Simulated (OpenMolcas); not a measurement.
# [CF2]+ (SMILES F[C+]F): methods side by side

The species is [CF2]+ (3 atoms), meant as a doublet with charge +1. As SMILES, `F[C+]F`. The coordinates come from a PBE0-D4/def2-TZVP relaxation.

```xyz
3

F     0.3791    0.9730    0.3162
C     0.2757   -0.2214    0.1273
F    -0.6548   -0.7516   -0.4435
```

Quantity: the energy change with the C2–F3 bond stretched from 1.214 to 2.185 Å, in eV. The values are calculated.

```tsv
level	kind	program	value (eV)	CPU time (all runs)
UHF/cc-pVTZ	Hartree–Fock	OpenMolcas	2.45	27 s
UPBE/cc-pVTZ	GGA	OpenMolcas	3.61	65 s
U-r2SCAN/cc-pVTZ	meta-GGA	OpenMolcas	3.66	1.8 min
UPBE0/cc-pVTZ	global hybrid	OpenMolcas	3.59	77 s
CASSCF(17,12)/cc-pVTZ	multireference	OpenMolcas	2.36	91 s
```

The first shape isn't each level's own minimum. The values span 2.36 to 3.66 eV. CPU times are rough (shared hosts, several kinds of processor): they show what a rung costs within a factor of a few.

The stretching energies fall into two groups: Hartree–Fock and CASSCF at 2.45 and 2.36 eV, and the three density functionals between 3.59 and 3.66 eV. The gap probably reflects dynamic correlation, which Hartree–Fock lacks and a valence active space recovers only in small part, and which favours the compact geometry.

The cost itself comes from losing a polar σ bond together with π donation from the fluorine lone pair into the formally empty carbon p orbital. Part of it is repaid as the system moves towards CF⁺ and a neutral fluorine atom, because the carbon-centred unpaired electron can pair up and leave a closed-shell fragment isoelectronic with CO.

The near-coincidence of PBE and PBE0 shows that exact exchange hardly matters for this energy difference, but agreement among related functionals is not independent evidence of accuracy. Nor does the multireference label make the CASSCF value the benchmark. A single stretched point fixes neither the dissociation limit nor the shape of the curve leading to it.
